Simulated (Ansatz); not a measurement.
# A series in volume scale on LaC2

All results are calculated (Ansatz 0.2.0). Free energy against uniform scaling of the volume at fixed shape and fractions; periodic cell, basis, potentials, k mesh and filling as listed.

The cell before it is scaled or strained (space group I4/mmm, No. 139):
```
cell vectors (Å)
  -1.9670     1.9670     3.2860
   1.9670    -1.9670     3.2860
   1.9670     1.9670    -3.2860
atoms (fractions of the cell vectors)
La  0.00000  0.00000  0.00000
C   0.40300  0.40300  0.00000
C   0.59700  0.59700  0.00000
```

Settings of every row: functional r2SCAN; dispersion none; potentials PAW; wave cutoff 550 eV; density cutoff 2200 eV; k mesh 12x12x12; k shift 0x0x0; occupations fermi dirac; smearing width 0.1 eV; spin none; SCF threshold exponent -9.

Limits: stress loosely converged.

```csv
row,volume scale,V (Å³/atom),energy above lowest point (meV/atom),pressure (GPa)
1,0.88,14.918,148.2,23.66
2,0.92,15.596,?,?
3,0.96,16.274,19.9,7.73
4,1,16.952,0,1.88
5,1.04,17.63,2.6,-2.93
6,1.08,18.308,23.5,-6.86
7,1.12,18.986,59.6,-10.08
```

Question: what energy above lowest point and pressure should row 2 give?

Worked fit of energy above lowest point. Take u = (V_r/V)^(2/3) − 1 with V_r = 17.291 Å³ an atom, which is twice the finite (Eulerian) strain; such expansions in the strain, on which the Birch-Murnaghan equation of state is built, carry the rest volume and the bulk modulus. The shown rows have u = 0.10342, 0.04124, 0.01329, -0.01286, -0.03738, -0.06044. Least squares give energy above lowest point = −1.24 − 104.32 × u + 14947 × u² + 327 × u³ meV/atom; a parabola predicts inner rows, each left out in turn, worse (root mean square 0.062 against 0.038 meV/atom). All shown rows lie on it to the printed digit. Its lowest point lies at u = 0.0035, or V = 17.2 Å³ an atom, and the curvature there gives the bulk modulus at fixed shape and fractions, B = (4/9)(1 + u)² E″(u)/V = 125 GPa. Letting shape and atoms relax would as a rule lower it, by much in layered, chain or molecular crystals. The withheld row has u = 0.0712, so the fit gives −1.24 − 104.32 × (0.0712) + 14947 × (0.0712)² + 327 × (0.0712)³ = 67.2 meV/atom.

The calculation gave 67.3 meV/atom. The fit lies 0.1 meV/atom (0.067 % of the column's range) below it, one unit of the last digit.

Worked fit of pressure. Take u = (V_r/V)^(2/3) − 1 with V_r = 17.291 Å³ an atom, which is twice the finite (Eulerian) strain; such expansions in the strain, on which the Birch-Murnaghan equation of state is built, carry the rest volume and the bulk modulus. The shown rows have u = 0.10342, 0.04124, 0.01329, -0.01286, -0.03738, -0.06044. Least squares give pressure = −0.646 + 183.334 × u + 468.72 × u² + 300 × u³ GPa; a parabola predicts inner rows, each left out in turn, worse (root mean square 0.05 against 0.0089 GPa). The rows lie off it by 0.00, 0.00, 0.01, 0.00, 0.00, 0.00. The pressure vanishes at u = 0.0035, or V = 17.2 Å³ an atom, and there the bulk modulus at fixed shape and fractions is B = −V dP/dV = (2/3)(1 + u) dP/du = 125 GPa. Letting shape and atoms relax would as a rule lower it, by much in layered, chain or molecular crystals. The withheld row has u = 0.0712, so the fit gives −0.646 + 183.334 × (0.0712) + 468.72 × (0.0712)² + 300 × (0.0712)³ = 14.89 GPa.

The calculation gave 14.89 GPa. The fit meets it to the printed digit.
